**Rhodium: how many k points does the energy need?**

The electrons in a crystal are waves, each labelled by a wave vector $k$. The energy is an average over all $k$ in one repeating zone, which the calculation replaces by a sum over a regular grid, the k mesh. A 4x4x3 mesh divides the three edges of the zone into 4, 4 and 3 steps. The cell here is hexagonal close-packed (hcp), although rhodium's stable structure is face-centred cubic. The atoms stay fixed, so any change in energy comes from the sampling.

Hexagonal close-packed rhodium, two atoms per cell, computed with Ansatz 0.2.0 using r2SCAN, PAW potentials and a 550 eV plane-wave cutoff, without spin polarization and at the low accuracy setting. The k meshes are unshifted and the Fermi–Dirac smearing width is 0.1 eV. Energies are free energies, including the smearing entropy term, relative to the 12x12x6 mesh.

```
k mesh  energy less reference (meV/atom)
 3x3x2                             527.0
 4x4x3                            -195.9
 6x6x3                              14.0
 7x7x4                             -29.0
 9x9x5                               3.9
```

### 1. Which mesh is furthest from the reference, and does each denser mesh do better?

The coarsest mesh, 3x3x2, is furthest off, at 527 meV/atom above the 12x12x6 run. Refinement usually helps, but 7x7x4 is an exception. It has 1.8 times as many points as 6x6x3, yet its energy lies about twice as far from the reference.

### 2. Two energies are negative. Has the crystal become more stable?

No, it is the same crystal in every row. The variational principle says that a poorer trial state has a higher energy, but only when both states are judged by the same energy expression. Another mesh is another expression, so its error may have either sign. The −195.9 meV/atom of 4x4x3 is as much an error as the positive values are.

### 3. Why is a metal so sensitive to the mesh?

In a metal some bands cross the Fermi level, the energy up to which states are filled. Where a band crosses, its contribution to the energy stops abruptly, and a coarse mesh locates that edge badly. The 4x4x3 run shows how much can hang on one point. Symmetry makes many of its 48 points equivalent, so only a few distinct ones are calculated. Two of these each stand for a quarter of the zone, and each has a band within about 0.1 eV of the Fermi level. Such a band, when full, holds half an electron per cell at that one point, so a small shift in the sampling can move a good deal of charge. The energy responds more gently, since the displaced electrons find other states close to the same level.

In an insulator each band is full or empty throughout the zone. There is no edge to locate, and the sum settles much sooner. This is standard band theory, which a table on one metal can't test.

### 4. Why does the error change sign, and how fast should it shrink?

Think of the energy at each $k$ as built from ripples across the zone. A regular mesh averages most ripples to zero, as it should. It fails for those that repeat exactly from one mesh point to the next, because it sees them as a constant. The error is the sum of these unseen ripples, and a finer mesh leaves only finer ones.

On a fine mesh their strength follows from the edge at the Fermi level, because the smooth parts of the bands hold few fine ripples. Counted from that level, a band's contribution shrinks to zero and then stays there, which makes a kink. For a mesh with $n$ steps along each edge, a kink gives ripples of strength $1/n^2$. The curvature of the Fermi surface makes its parts interfere and brings another factor $1/n$. With $N$ points in the full zone, $N$ growing as $n^3$, the size of the error is roughly

$$|\Delta E| \approx \frac{C}{N},$$

where $C$ is a constant of the material. The ripples also oscillate with $n$, so the sign can flip and a single mesh can land close to zero by chance.

### 5. Does this estimate work?

Start from 3x3x2, which has $3\cdot3\cdot2=18$ points, and predict 9x9x5, which has $9\cdot9\cdot5=405$. The law gives $527\cdot18/405\approx23$ meV/atom, while the table has 3.9, six times less. The estimate is almost exact for 4x4x3, which is better than so rough a law deserves, and too high for the three denser meshes.

Part of this may be chance, since an oscillating error can pass close to zero. Theory offers two further possible reasons for a faster fall. The estimate starts from the coarsest mesh, which may also sample the smooth parts of the bands badly, an error that the law leaves out. And the smearing fills states gradually around the Fermi level, which rounds the kink and weakens the finest ripples most. The output below compares the plain law with one that includes such damping, both fitted to all five rows. The typical miss drops from a factor of 2.3 to 1.8, but five rows favour the damping only weakly. Both laws describe the general decline, but neither can predict the error of a particular mesh.

### 6. Would correcting for the smearing remove the swings?

Smearing adds an entropy term to the energy, and the program can extrapolate that term away. The two coarsest meshes then stand at about +558 and −202 meV/atom, slightly further off than before. The correction treats the filling of the states, but it still uses the same few points. Running with a wider smearing would damp the ripples more strongly, at the price of describing hotter electrons.

### 7. Is 6x6x3 really a better mesh than 7x7x4?

For the total energy it is closer, but other quantities disagree. Its Fermi level is 0.10 eV below the reference, while that of 7x7x4 is only 0.03 eV above. The Hartree energy, the electrostatic repulsion within the electron density, is off by −0.75 eV per two-atom cell for 6x6x3 and by −0.04 eV for 7x7x4. Such shifts largely cancel against other terms in the total energy, which to first order doesn't respond to a small change in the density. A good total energy therefore doesn't vouch for the density. The mesh may not be the only cause of these shifts, however. All the runs stopped their self-consistency cycle at a loose threshold, and a density that hasn't fully settled can move the Hartree energy and the Fermi level much more than the total energy. Only tighter runs could separate the two effects.

The Fermi level is no safe guide either. In 4x4x3 it agrees with the reference to 0.002 eV, although the energy is wrong by almost 200 meV/atom. A mesh has to be tested on the quantity for which it will be used.

### 8. Which digits can be trusted?

The 3.9 meV/atom of 9x9x5 is its distance from 12x12x6, which has itself not been compared with a denser mesh. The self-consistency cycle was also stopped at a loose threshold, so the decimal deserves no weight. The table supports a statement such as "within several meV/atom of the densest run".

Because the error oscillates, one small step between meshes may be an accident. A safer rule is to accept a mesh only after two successive refinements have both moved the energy by less than the tolerance. Here the last two steps are $29.0+3.9\approx33$ and about 4 meV/atom. That is enough for a tolerance of 50 meV/atom, but for 5 meV/atom the series needs at least one denser mesh.

The analysis program printed:

```
Mesh and miss:
    row  points in full zone  size of miss meV/atom  one-over-points law meV/atom  miss at zero smearing meV/atom
  3x3x2                   18                    527                           527                           557.5
  4x4x3                   48                  195.9                         197.6                          -201.6
  6x6x3                  108                     14                         87.83                           18.95
  7x7x4                  196                     29                          48.4                           -35.5
  9x9x5                  405                    3.9                         23.42                            3.05
Other quantities less reference:
    row  Fermi level eV  Hartree energy eV/cell
  3x3x2        -0.07265                  0.4894
  4x4x3        -0.00156                  0.5099
  6x6x3         -0.1016                 -0.7516
  7x7x4         0.02606                -0.03613
  9x9x5        -0.01407                -0.03073
Points of 7x7x4 over points of 6x6x3 (ratio): 1.815
Size of miss of 7x7x4 over that of 6x6x3 (ratio): 2.071
Size of miss of 3x3x2 over that of 9x9x5 (ratio): 135.1
Points of 9x9x5 over points of 3x3x2 (ratio): 22.5
Energy step from 3x3x2 to 4x4x3 (meV/atom): -722.9
4x4x3 band above Fermi level at first heavy point (eV): 0.05748
4x4x3 band below Fermi level at second heavy point (eV): 0.1079
Electrons per cell that one full band at such a point holds: 0.5
fit of scaled on 5 rows: constant 8.328 +/- 0.41; rms 0.825, worst 6x6x3 1.01, leave-one-out rms 1.03
fit of scaled on 5 rows: constant 10.04 +/- 1, coefficient of mlen -0.3539 +/- 0.2; rms 0.577, worst 6x6x3 1.04, leave-one-out rms 0.755
Typical factor by which the undamped law misses: 2.282
Typical factor by which the damped law misses: 1.781
```
